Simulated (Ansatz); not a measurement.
# Collinear magnetic orders of EuGe (Cmcm) and their Heisenberg couplings in PBEsol+U

EuGe can be read as Eu²⁺ with a half-filled 4f shell, beside chains of bonded Ge atoms. The listed site moments of 6.92 to 6.94 μB fit that picture. A half-filled shell has almost no orbital moment, so exchange between neighbouring spins largely decides how they order. The questions are which collinear order is lowest and whether a few pair couplings reproduce the energies of the others. Such couplings are the input to models of ordering temperatures and of the response to a magnetic field, which matter for magnetic cooling at low temperature. Energies are calculated in PBEsol with U = 6 eV on Eu, at fixed atoms, and are given per Eu atom relative to the parallel order.

## Set-up

One system, EuGe (Cmcm), 4 atom(s) a primitive cell, from cells of the Materials Project database (relaxed there by DFT). Ansatz 0.2.0, plane waves with default PAW datasets, cutoff 420 eV, Fermi-Dirac smearing of 0.1 eV, k meshes whose coarsest spacing along a reciprocal vector is 0.15 1/Å over all runs (2π included). Functional: PBEsol with Hubbard U (eV) Eu 6; collinear spins, no spin-orbit coupling. Atoms are fixed. Each order is started from typed moments on Eu, in the primitive cell or in a cell doubled at wavevector q (fractions of the primitive reciprocal vectors), on meshes of about the same density or denser; only runs that kept their pattern of signs are listed. Runs that did not converge or carry a known fault are not listed. The same in all rows: sum of e_i.e_j over the 2 Eu neighbours at 4.07 Å, mean over magnetic atoms (+1 parallel, -1 opposed): 2.0; metal or insulator in the row's run, judged by its smearing entropy or density of states at the Fermi energy (a gap under a few smearing widths counts as a metal): metal.

Notes on method and selection:

- In a Heisenberg model with E = -sum over ordered pairs of J e_i.e_j, the energy per magnetic atom is E0 less the sum over shells of J times the listed sum; further shells and changes of moment size are outside it.
- Each state is what a run reaches from typed starting moments; only a few collinear orders were started, so the lowest found need not be the ground state. Spin-orbit coupling is left out of these energies, which are free energies at the smearing width. A magnetic atom is one that was given a starting moment.
- Site moments count the spin inside each program's own atomic sphere, so they depend somewhat on its radius and leave out the spin between the spheres.
- Under a Hubbard U the orbital state was not searched.
- Ansatz's own search for a lower self-consistent state was switched off in these runs, so a run may rest in a state that is not the lowest for its pattern of moments.
- The shell on the horizontal axis is the one of the three whose sum correlates best with the energies.
- Runs that did not converge, have known faults or may not be shown are not listed, and runs on Ansatz's PAW sets soft_1 and soft_2 are kept to separate tables.

Columns:

- shell at 3.95 Å: sum of e_i.e_j over the 4 Eu neighbours at 3.95 Å, mean over magnetic atoms (+1 parallel, -1 opposed).
- shell at 3.73 Å: sum of e_i.e_j over the 2 Eu neighbours at 3.73 Å, mean over magnetic atoms (+1 parallel, -1 opposed).
- moment (μB): largest site spin moment.
- net moment (μB): size of the net spin moment per magnetic atom.
- energy (meV): energy less that of the parallel order, per magnetic atom.

## Data

| member | shell at 3.95 Å | shell at 3.73 Å | moment (μB) | net moment (μB) | energy (meV) |
| --- | --- | --- | --- | --- | --- |
| opposed q=(1/2,1/2,0) +-+- | −4 | 2 | 6.92 | 0.00 | 20.6 |
| opposed +- | −4 | −2 | 6.92 | 0.00 | 21.0 |
| opposed q=(0,1/2,0) +-+- | 0 | −2 | 6.92 | 0.00 | ? |
| parallel ++ | 4 | 2 | 6.94 | 7.19 | 0.0 |
| opposed q=(1/2,1/2,0) +--+ | 4 | −2 | 6.94 | 0.00 | 4.2 |

Cells marked ? are withheld until the estimate has been made.

## Mechanism

Among the four orders with a shown energy, the parallel one is lowest. The order +--+ at q=(1/2,1/2,0) follows at 4.2 meV, and the two orders whose four neighbours at 3.95 Å are all opposed lie at 20.6 and 21.0 meV. Only a few patterns were started, so this ranking does not establish the ground state.

The energies follow the 3.95 Å shell closely. Its sum S₁ is +4 in the two low orders, with a mean energy of 2.1 meV, and −4 in the two high ones, with a mean of 20.8 meV. In E = E₀ − J₁S₁ − J₂S₂, where S₂ is the sum at 3.73 Å, this gives J₁ = (20.8 − 2.1) / 8 = 2.34 meV, which favours parallel spins.

The shorter contact at 3.73 Å matters less and is poorly determined. Turning S₂ from +2 to −2 costs 4.2 meV when S₁ = +4 but only 0.4 meV when S₁ = −4. The average gives J₂ = (4.2 + 0.4) / 2 / 4 = 0.58 meV. The third shell, at 4.07 Å, has the same sum in every order, so its coupling is absorbed in E₀.

The fit, with three constants for four energies, misses each by (4.2 − 0.4) / 4 = 0.95 meV. A harder test predicts each order from the other three: the miss is then 3.8 meV for every order. The mean of the other three does worse, with misses from (20.6 + 21.0 + 0.0) / 3 − 4.2 = 9.7 meV for +--+ to (20.6 + 21.0 + 4.2) / 3 = 15.3 meV for the parallel order. The couplings thus capture the main splitting but not differences of a few meV. More distant shells are a possible source of the remainder.

The 4f shells are too compact to overlap directly. The usual mechanism in such a metal is indirect: each 4f spin polarises the Eu 5d and conduction electrons around it, and these carry the preference to the neighbours. The parallel order is consistent with this, since its net moment exceeds the site moment by 7.19 − 6.94 = 0.25 μB, although part of that excess may be 4f density outside the atomic sphere.

## A prediction

Plain estimates from the members shown:

- opposed q=(0,1/2,0) +-+-, mean of the 4 members shown: 11.5 meV, standard deviation 9.5

The order +-+- at q=(0,1/2,0) has S₁ = 0 and S₂ = −2. The mean of the shown members ignores both sums, so the pair model is the better route. Two shown orders share S₂ = −2 and have S₁ = −4 and +4, which places the withheld order midway between them: (21.0 + 4.2) / 2 = 12.6 meV. The fitted couplings give the same value. When this model predicts each shown order from the other three, it misses by 3.8 meV, but those are extrapolations to a corner of the data, whereas here the model interpolates in S₁.

The main risk is a shell outside the model. In the usual primitive setting of a C-centred cell, the sum of the first two lattice vectors is the a axis. Spins one such step apart are parallel in all four shown orders but opposed at q=(0,1/2,0). The shown energies therefore carry no information on this coupling, and its sign is unknown, so the central value is not shifted.

If that coupling were as large as J₂, turning its two neighbours would change the energy by 4 × 0.58 = 2.3 meV. The residual scatter of the fit, with one degree of freedom, is 2 × 0.95 = 1.9 meV. Together they give √(2.3² + 1.9²) = 3.0 meV.

**Committed estimate, opposed q=(0,1/2,0) +-+-: energy = 12.6 ± 3.0 meV.**

## Result

| member | shell at 3.95 Å | shell at 3.73 Å | moment (μB) | net moment (μB) | energy (meV) |
| --- | --- | --- | --- | --- | --- |
| opposed q=(0,1/2,0) +-+- | 0 | −2 | 6.92 | 0.00 | 16.5 |

| member | estimate | energy (meV) | computed | estimate − computed | miss in error bars |
| --- | --- | --- | --- | --- | --- |
| opposed q=(0,1/2,0) +-+- | committed | 12.6 | 16.5 | −3.9 | 1.3 |
| opposed q=(0,1/2,0) +-+- | mean | 11.5 | 16.5 | −5.0 |  |

The computed energy is 16.5 meV, so the estimate of 12.6 ± 3.0 meV was too low by 3.9 meV and falls outside its error bar, at 1.3 times its width. It was still closer than the mean of the shown members, which missed by 5.0 meV.

The 3.95 Å shell did place the order between the low and the high pair. A likely reason for the miss is the coupling along a, which the central value left out and whose neighbours are opposed only in this order. If the whole miss is assigned to those two neighbours, their coupling is 3.9 / 4 = 0.98 meV and favours parallel spins, against the 0.58 meV assumed for the error bar. This is an effective value, because other distant pairs also change sign with a step along a. Exchange carried by conduction electrons can reach that far, so the result is compatible with the proposed mechanism without singling it out.

## Where the trend breaks

Least-squares fits to the whole series, with x = shell at 3.95 Å; R² and errors in the fitted variable (y, or ln y where the fit is in ln y):

| y | members | fit | R² | rms residual | leave-one-out rms | the same for the mean of the others |
| --- | --- | --- | --- | --- | --- | --- |
| energy (meV) | 5 | y = 12.46 − 2.338 x | 0.92 | 2.4 | 3.7 | 11 |

Largest departures from the fit to the whole series:

| member | energy (meV) | fit | computed − fit | in rms residuals |
| --- | --- | --- | --- | --- |
| opposed q=(0,1/2,0) +-+- | 16.5 | 12.5 | +4.0 | 1.7 |
| parallel ++ | 0.0 | 3.1 | −3.1 | 1.3 |
| opposed q=(1/2,1/2,0) +-+- | 20.6 | 21.8 | −1.2 | 0.5 |
| opposed q=(1/2,1/2,0) +--+ | 4.2 | 3.1 | +1.1 | 0.5 |

Two orders stand apart from the line in the 3.95 Å sum, though neither by as much as two rms residuals. The order +-+- at q=(0,1/2,0) lies 4.0 meV above it. Opposed spins along a are the likeliest main reason, since a coupling that favours parallel spins there raises this order alone.

The parallel order lies 3.1 meV below the line. About 1.0 meV of this arises because the high energy of the q=(0,1/2,0) order lifts the intercept from 11.5 to 12.5 meV. A coupling at 3.73 Å that favours parallel spins would have the right sign for part of the rest, and would also raise the q=(0,1/2,0) order.

That second coupling is weakly supported, however. Including it in a fit to all five orders lowers the rms residual from 2.4 to 1.7 meV, but the leave-one-out error stays at 3.8 meV, against 3.7 meV for the 3.95 Å shell alone.

## Summary

The parallel order is the lowest of the five, 4.2 meV per Eu below the next. The 3.95 Å shell alone accounts for most of the spread and predicts an omitted order to about 4 meV, against 11 meV for the mean of the others. The 3.73 Å shell brings no gain in prediction, and the 4.07 Å coupling cannot be obtained from these orders. Gaps of a few meV therefore call for direct calculation of each order.

In classical mean-field theory, with Boltzmann's constant of 0.0862 meV/K and a factor 2 because the model counts each pair twice, the 3.95 Å shell contributes 2 × 4 × 2.34 / (3 × 0.0862) = 72 K to the ordering temperature of the parallel state. This is not the full ordering temperature, which also contains the other shells, and mean-field theory usually overestimates such temperatures.

Spin-orbit anisotropy should be far below the 21 meV spread for a half-filled 4f shell. Non-collinear orders, such as spirals, are a more serious omission, as one could lie below the parallel state.
